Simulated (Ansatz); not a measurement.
## MoPt: energy above lowest point against volume scale

Free energy against uniform scaling of the volume at fixed shape and fractions; periodic cell, basis, potentials, k mesh and filling as listed. The results are calculated, by Ansatz 0.2.0.

The cell before it is scaled or strained (space group P-6m2, No. 187):
```
CELL_PARAMETERS angstrom
2.82150 0.00000 0.00000
-1.41070 2.44350 0.00000
0.00000 0.00000 4.52710
ATOMIC_POSITIONS crystal
Mo 0.66667 0.33333 0.00000
Pt 0.33333 0.66667 0.50000
```

Settings of every row: functional LDA; dispersion none; potentials all-electron LAPW; k mesh 12x12x7; k shift 0x0x0; occupations gaussian; smearing width 0.05 eV; spin none.

Limits: coarse k mesh, up to 40 meV an atom off; no spin-orbit coupling, which can matter with elements this heavy; the cell comes from a prototype or a list of computed structures and needn't be the stable phase.

| row | volume scale | V (Å³/atom) | energy above lowest point (meV/atom) |
| --- | --- | --- | --- |
| 1 | 0.92 | 14.357 | 6.1 |
| 2 | 0.96 | 14.981 | 0 |
| 3 | 1 | 15.606 | ? |
| 4 | 1.04 | 16.23 | 117.9 |
| 5 | 1.08 | 16.854 | 223.7 |

Question: what energy above lowest point should row 3 give?

Worked fit of energy above lowest point. Take u = (V_r/V)^(2/3) − 1 with V_r = 15.605 Å³ an atom, which is twice the finite (Eulerian) strain; such expansions in the strain, on which the Birch-Murnaghan equation of state is built, carry the rest volume and the bulk modulus. The shown rows have u = 0.05714, 0.02758, -0.02584, -0.05004. Least squares give energy above lowest point = 40.46 − 2237.8 × u + 28574 × u² meV/atom; a straight line predicts inner rows, each left out in turn, worse (root mean square 48 against 1.3 meV/atom). The rows lie off it by 0.2, -0.5, 0.5, -0.3 (root mean square 0.4 meV/atom). Its lowest point lies at u = 0.0392, or V = 14.73 Å³ an atom, and the curvature there gives the bulk modulus at fixed shape and fractions, B = (4/9)(1 + u)² E″(u)/V = 298 GPa. Letting shape and atoms relax would as a rule lower it, by much in layered, chain or molecular crystals. The withheld row has u = -4e-05, so the fit gives 40.46 − 2237.8 × (-4e-05) + 28574 × (-4e-05)² = 40.5 meV/atom.

The calculation gave 40.7 meV/atom. The fit lies 0.2 meV/atom (0.089 % of the column's range) below it; its largest miss of a shown row is 0.5 meV/atom.
